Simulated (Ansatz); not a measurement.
## Ti3Zn: energy above lowest point against volume scale

Free energy against uniform scaling of the volume at fixed shape and fractions; periodic cell, basis, potentials, k mesh and filling as listed. The results are calculated, by Ansatz 0.2.0.

The cell before it is scaled or strained (space group Pm-3m, No. 221):
```
Ti3Zn
1.0
      4.0171     0.0000     0.0000
      0.0000     4.0171     0.0000
      0.0000     0.0000     4.0171
Ti Zn
3 1
Direct
  0.00000 0.50000 0.50000
  0.50000 0.00000 0.50000
  0.50000 0.50000 0.00000
  0.00000 0.00000 0.00000
```

Settings of every row: functional PBEsol; dispersion none; potentials PAW; wave cutoff 435.38 eV; density cutoff 1741.5 eV; k mesh 6x6x6; k shift 0x0x0; occupations fermi dirac; smearing width 0.1 eV; spin none.

Limits: coarse k mesh, up to 40 meV an atom off; the cell comes from a prototype or a list of computed structures and needn't be the stable phase.

```csv
row,volume scale,V (Å³/atom),energy above lowest point (meV/atom)
1,0.9406,15.243,1.7
2,0.9703,15.725,0
3,1,16.206,8.9
4,1.0297,16.687,?
5,1.0594,17.169,52.4
```

Question: what energy above lowest point should row 4 give?

Worked fit of energy above lowest point. Take u = (V_r/V)^(2/3) − 1 with V_r = 15.965 Å³ an atom, which is twice the finite (Eulerian) strain; such expansions in the strain, on which the Birch-Murnaghan equation of state is built, carry the rest volume and the bulk modulus. The shown rows have u = 0.03133, 0.01015, -0.00994, -0.04732. Least squares give energy above lowest point = 3.23 − 443.5 × u + 12589 × u² meV/atom; a straight line predicts inner rows, each left out in turn, worse (root mean square 12 against 0.049 meV/atom). All shown rows lie on it to the printed digit. Its lowest point lies at u = 0.0176, or V = 15.55 Å³ an atom, and the curvature there gives the bulk modulus at fixed shape and fractions, B = (4/9)(1 + u)² E″(u)/V = 119 GPa. The withheld row has u = -0.02906, so the fit gives 3.23 − 443.5 × (-0.02906) + 12589 × (-0.02906)² = 26.7 meV/atom.

The calculation gave 26.8 meV/atom. The fit lies 0.1 meV/atom (0.19 % of the column's range) below it, one unit of the last digit.
